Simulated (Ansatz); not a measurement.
# Computed against measured: atomisation enthalpy at 298 K

6 molecules holding an element past argon; the atomisation enthalpy at 298 K in kJ/mol, computed less measured. Shapes, held fixed at every level: PBE0-D4/def2-TZVP. Thermal terms are harmonic and unscaled (PBE0-D4/def2-TZVP); the spin-orbit lowering of the free atoms is taken from their spectra. Programs: Ansatz 0.2.0. Measured values: Active Thermochemical Tables, NIST-JANAF tables.

Levels: A = HF/STO-3G; B = HF/def2-SVP; C = B3LYP-D4/def2-TZVPP; D = BHLYP-D4/def2-TZVPP; E = CCSD(T)/def2-TZVPP.

| molecule | from tabulated heats | A | B | C | D | E |
| --- | --- | --- | --- | --- | --- | --- |
| HBr (hydrogen bromide) | 366 | -65 | -121 | -7 | -19 | -6 |
| ICl (iodine monochloride) | 211 | -112 | -185 | -20 | -47 | -35 |
| SiH2Br2 (dibromosilane) | 1300 | -2 | -357 | -17 | -30 | -34 |
| CBrCl2F (bromodichlorofluoromethane) | 1391 | -541 | -616 | -40 | -142 | -75 |
| CHBrClF (bromochlorofluoromethane) | 1479 | -420 | -549 | -23 | -108 | -58 |
| CHBrF2 (bromodifluoromethane) | 1630 | -517 | -568 | -15 | -115 | -52 |

Task: Which level does best on this set, which worst, and which err to one side?

Result: 
```
              level                   kind  mean error  mean absolute error  worst case
          HF/STO-3G           Hartree–Fock      -276.2                276.2     CBrCl2F
        HF/def2-SVP           Hartree–Fock      -399.3                399.3     CBrCl2F
B3LYP-D4/def2-TZVPP          global hybrid       -20.3                 20.3     CBrCl2F
BHLYP-D4/def2-TZVPP          global hybrid       -76.8                 76.8     CBrCl2F
 CCSD(T)/def2-TZVPP  coupled cluster or CI       -43.3                 43.3     CBrCl2F
```

On this set B3LYP-D4/def2-TZVPP has the smallest mean absolute error and HF/def2-SVP the largest. HF/STO-3G is too low in 6 of 6; HF/def2-SVP is too low in 6 of 6; B3LYP-D4/def2-TZVPP is too low in 6 of 6; BHLYP-D4/def2-TZVPP is too low in 6 of 6; CCSD(T)/def2-TZVPP is too low in 6 of 6. The molecules' own spin-orbit binding is left out, so errors for heavy halides read too negative. The tabulated value of SiH2Br2 is in doubt (older tables, estimates, or at odds with other calculations) and kept here. Over the 5 molecules whose values aren't doubted the mean absolute errors are A 331.0; B 407.8; C 21.0; D 86.2; E 45.2. Hartree–Fock lacks correlation and underbinds. Rows in very small basis sets show the basis more than the method. Correlated wave functions converge slowly with the basis. For atoms past krypton def2 sets carry core potentials with scalar relativity. All-electron rows are non-relativistic unless named. Relativity is left out for Br. Outer-core shells of Br, I are correlated, in sets that cover them unevenly. The set is small.

B3LYP comes closest overall, but its lead over CCSD(T) isn't evidence of a better description of correlation. Near the basis-set limit, coupled cluster should be much closer to experiment for such single-reference molecules. Its deficit probably reflects correlation of the newly formed electron pairs that this basis can't recover, whereas B3LYP depends less on the basis and may gain from error cancellation. HBr breaks the ranking, with the two almost level at -6 and -7.

Going from B3LYP to BHLYP weakens binding in every row, most of all in the halomethanes. The larger share of exact exchange removes part of the left-right correlation that semilocal exchange mimics. Replacing H in CHBrClF by Cl to give CBrCl2F deepens the error at every level, consistent with the added correlation among halogen lone pairs and bonds.

The smaller Hartree–Fock errors with STO-3G are probably fortuitous: poorly described free atoms offset some of the missing binding. Complete atomisation is a severe test, and these errors don't carry over directly to reactions that conserve bond types.
